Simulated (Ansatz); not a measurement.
# Work function and dipole per adsorbate against sulfur coverage on Ag(111), PBE slabs

Sulfur is more electronegative than silver and binds in the hollows of the (111) face, where it draws electrons from the metal atoms around it. Each adsorbed atom then carries a dipole with its negative end outwards, and a layer of such dipoles raises the work function. The size of the rise matters wherever silver serves as an electrode, because tarnishing by sulfur shifts the barrier for charge passing into a neighbouring semiconductor or molecular film. The question is how this rise, and the dipole behind it, change as the layer fills. The calculations use PBE slabs with sulfur on one face. The change ΔΦ is measured from the clean face, and coverage is counted in sulfur atoms per surface silver atom.

## Computational details

Ansatz 0.2.0, plane-wave Kohn-Sham DFT with its default PAW datasets at a cutoff of 420 eV, PBE. Slabs of 4 layers at the tabulated measured lattice constant with the lower two layers held; adsorbates on the upper face in cells of 1 to 9 surface atoms, started on the site named and relaxed with the upper layers until forces are under 0.02 eV/Å. k-spacing 0.21 Å⁻¹ (2π included), Fermi-Dirac smearing of 0.1 eV, 18 Å of vacuum, dipole correction. Spin-paired, no spin-orbit coupling.

Notes on method and selection:

- One starting site was run; real layers may sit elsewhere, sink into the surface or rebuild it.
- Changes under about 0.15 eV are within the error of slabs this thin.
- Runs in which an atom moved over 1.3 Å, mostly full layers of large atoms, are not listed; the work function can turn there.
- Neighbouring dipoles tend to depolarise each other as the coverage rises, unless heights or bonding change.
- Runs in which the search for lower states was switched off are not listed.
- Work functions and vacuum levels are read from the electrostatic potential (Hartree and local ionic parts), which a warning of a rough exchange-correlation potential in thin density does not concern.
- Error sizes named in these notes are rules of thumb and were not measured on these runs.
- The default PAW datasets of this version of Ansatz are the set soft_2.
- Runs that did not converge, have known faults or may not be shown are not listed, and runs on Ansatz's PAW sets soft_1 and soft_2 are kept to separate tables.

Columns:

- density (nm⁻²): adsorbates per area.
- height (Å): height of the adsorbed atom (the lowest atom of a molecule) over the highest substrate atom.
- coverage (ML): adsorbates per surface atom.
- ΔΦ (eV): work function of the covered face less that of the clean face.
- dipole (D): dipole per adsorbate from ΔΦ by the Helmholtz relation, positive end outwards.
- Φ covered (eV): work function of the covered face.

## Data

| member | density (nm⁻²) | height (Å) | coverage (ML) | ΔΦ (eV) | dipole (D) | Φ covered (eV) |
| --- | --- | --- | --- | --- | --- | --- |
| clean | 0.00 | – | 0.000 | 0.00 | – | 4.47 |
| 0.1111 ML | 1.53 | 1.72 | 0.111 | 0.60 | −1.033 | 5.07 |
| 0.25 ML | 3.45 | 1.73 | 0.250 | 1.12 | −0.861 | 5.59 |
| 0.5 ML | 6.90 | 1.82 | 0.500 | ? | ? | ? |
| 1 ML | 13.81 | 2.17 | 1.000 | 1.21 | −0.232 | 5.67 |

Cells marked ? are withheld until the estimate has been made.

## Why the values move as they do

The work function rises steeply at first and then hardly at all. From the clean face to 0.1111 ML the slope is 0.60 / 1.53 = 0.39 eV per adsorbate per nm². Between 0.1111 and 0.25 ML it is (1.12 − 0.60) / (3.45 − 1.53) = 0.27 in the same unit, and between 0.25 and 1 ML it averages (1.21 − 1.12) / (13.81 − 3.45) = 0.009. The last two values of ΔΦ differ by less than the error expected of such thin slabs, so they count as equal.

The near-equality hides a large change in the dipole. By the Helmholtz relation, ΔΦ = −0.377 × n × μ, with ΔΦ in eV, the density n in nm⁻² and the dipole μ in D; the factor 0.377 is 1/ε₀ in these units. From 0.25 to 1 ML the density grows by a factor 13.81 / 3.45 = 4.00, while the dipole shrinks to 0.232 / 0.861 = 0.27 of its size. The two factors nearly cancel.

Part of the shrinkage is electrostatic. Each dipole sits in the field of its neighbours, which pushes electrons back towards the metal and so weakens it. This field grows as the inverse cube of the spacing, or as n to the power 1.5 for a fixed pattern.

The heights point to a further change in the full layer. Sulfur sits at 1.72 and 1.73 Å in the two dilute layers but at 2.17 Å at 1 ML. With a fixed charge on each atom, a greater height would enlarge the dipole, yet the dipole is smallest there. Less charge per sulfur atom would account for this. It is plausible at full coverage, where several sulfur atoms share each silver atom and neighbouring sulfur orbitals begin to overlap, but no column lists the charges.

## Blind estimate

Plain estimates from the members shown:

- 0.5 ML, straight-line interpolation between 0.25 ML and 1 ML: w = (6.90 − 3.45) / (13.81 − 3.45) = 0.333, so 1.12 + 0.333 × (1.21 − 1.12) = 1.15 eV

The straight-line value of 1.15 eV ignores that ΔΦ is a product of density and dipole. A depolarisation formula is the better route: 1/|μ| = A + B × n^1.5, with μ in D and n in nm⁻². It follows if each dipole is reduced in proportion to the field of its neighbours, which itself grows as |μ| × n^1.5.

For the two dilute layers, which have nearly equal heights, 1/|μ| is 1 / 1.033 = 0.968 and 1 / 0.861 = 1.161, and n^1.5 is 1.53 × √(1.53) = 1.89 and 3.45 × √(3.45) = 6.41. They give B = (1.161 − 0.968) / (6.41 − 1.89) = 0.0427 and A = 1.161 − 0.0427 × 6.41 = 0.887.

Tried on 1 ML, where n^1.5 is 13.81 × √(13.81) = 51.3, the formula gives |μ| = 1 / (0.887 + 0.0427 × 51.3) = 0.325 D and ΔΦ = 0.377 × 13.81 × 0.325 = 1.69 eV. That is 0.48 eV too high, as expected if the bonding changes in the full layer. At half coverage the height is 1.82 Å, much nearer the dilute layers.

One correction follows from geometry. With two sulfur atoms on like hollows of a cell of four surface atoms, the layer starts as close-packed rows, one silver spacing apart along the row and √3 spacings between rows. In units of the inverse cube of the silver spacing, the inverse cubes of the distances add up to roughly 2.4 within an atom's own row (twice the sum of 1/m³ over the whole numbers m) and roughly 2.2 for all other rows, treated as continuous lines (4/3 of the sum of 1/m²). Together that is 2.4 + 2.2 = 4.6. A hexagonal layer of equal density gives 11 / (2 × √(2)) = 3.9, where 11 is roughly the sum for a hexagonal lattice of unit spacing. The rows therefore weaken the dipoles more, by a factor 4.6 / 3.9 = 1.18 in the second term. Hence |μ| = 1 / (0.887 + 0.0427 × 18.1 × 1.18) = 0.556 D, and ΔΦ = 0.377 × 6.90 × 0.556 = 1.45 eV.

The error bar scales the miss at 1 ML by density: 0.48 × 6.90 / 13.81 = 0.24 eV. Sulfur is free to shift sideways in this cell, which could move the result either way.

**Committed estimate, 0.5 ML: ΔΦ = 1.45 ± 0.24 eV.**

## Outcome

| member | density (nm⁻²) | height (Å) | coverage (ML) | ΔΦ (eV) | dipole (D) | Φ covered (eV) |
| --- | --- | --- | --- | --- | --- | --- |
| 0.5 ML | 6.90 | 1.82 | 0.500 | 1.38 | −0.531 | 5.85 |

| member | estimate | ΔΦ (eV) | computed | estimate − computed | miss in error bars |
| --- | --- | --- | --- | --- | --- |
| 0.5 ML | committed | 1.45 | 1.38 | +0.07 | 0.3 |
| 0.5 ML | interpolation | 1.15 | 1.38 | −0.23 |  |

The estimate of 1.45 eV is 0.07 eV above the computed 1.38 eV, well inside its error bar. The straight line between the neighbouring coverages gave 1.15 eV, which is 0.23 eV too low.

The depolarisation formula held up to half coverage, where the height has changed little: it gave a dipole of 0.556 D in size, against 0.531 D computed. The correction for sulfur atoms in rows is less well tested. Without it the formula gives 0.377 × 6.90 / (0.887 + 0.0427 × 18.1) = 1.57 eV, so the correction moved the estimate the right way, but by only 0.12 eV, less than the error expected of these slabs.

The new row also changes the picture drawn from the first three coverages. The work function does not level off after 0.25 ML: it gains another 1.38 − 1.12 = 0.26 eV by 0.5 ML. The value at 1 ML is then 0.17 eV lower, a drop barely larger than the slab error.

## Where the trend breaks

The full layer stands apart. The formula fixed on the two dilute layers puts it at 1.69 eV, 0.48 eV above the computed 1.21 eV, whereas at half coverage the same route misses by only 0.07 eV.

Two simple explanations have the wrong sign. The sulfur sits higher at 1 ML, which at fixed charge would enlarge the dipole. The formula also treats the adsorbates as point dipoles, which overstates their mutual weakening when they are close together, so a better electrostatic sum would raise the predicted value further.

A smaller charge on each sulfur atom has the right sign. With the factor 2 / √(3) = 1.155 for a hexagonal lattice, the spacing in the full layer is √(1.155 / 13.81) = 0.289 nm, close enough for sulfur orbitals on neighbouring atoms to overlap. The rows of the half layer start with the same spacing, but there each sulfur atom has two such neighbours, against six in the full layer. The full layer also has only one surface silver atom per sulfur atom to supply charge, against two in the half layer. The one-atom surface cell also keeps all sulfur atoms equivalent, so they cannot pair up or buckle. The value therefore belongs to an imposed, uniform layer, which need not be the stable arrangement at this coverage.

## Against measurement

| member | quantity | measured | computed | computed − measured | conditions | source |
| --- | --- | --- | --- | --- | --- | --- |
| clean | Φ covered (eV) | 4.53 | 4.47 | −0.06 | compiled values differ between sources by a tenth of an eV or more; compiled experimental value; Ag(111) single-crystal face | [1] |

Sources:

[1] "Anisotropic work function of elemental crystals" (2019, arXiv:1902.07811)

Only the clean face has a measured value. The computed work function is 4.47 eV against 4.53 eV, a difference of −0.06 eV. Compiled values for this face differ between sources by a tenth of an eV or more, and the slab error is of similar size, so this agreement establishes neither the size nor the sign of an error in PBE.

The covered faces are not compared here, and the trend with coverage therefore has no experimental test. Good agreement for clean silver does not carry over to them automatically. In ΔΦ, errors of the metal slab common to both faces partly cancel. An error in the charge passed to sulfur does not cancel, because it depends on where the functional places the sulfur levels relative to the Fermi level. Too much charge transfer would make ΔΦ too large, and too little would make it too small.

## Summary

From 0.11 to 0.5 ML, sulfur raises the work function while the dipole per atom falls to 0.531 / 1.033 = 0.51 of its size. The depolarisation formula, fixed on two dilute layers and corrected for the rows, predicted the half layer to within the slab error, but that is a single test, and the same formula fails at 1 ML.

For a lightly tarnished surface, the average rise up to 0.11 ML is 0.60 / (0.111 × 100) = 0.054 eV per hundredth of a monolayer. On this average, even one hundredth changes the work function by more than the thermal energy at room temperature; a contact barrier shifts by as much only if it follows the work function fully.

The most important omitted effect is probably rebuilding of the surface, since sulfur is known to form layers with silver atoms built in. Sulfur lying lower among those atoms would tend to reduce ΔΦ, by an amount these slabs cannot give.
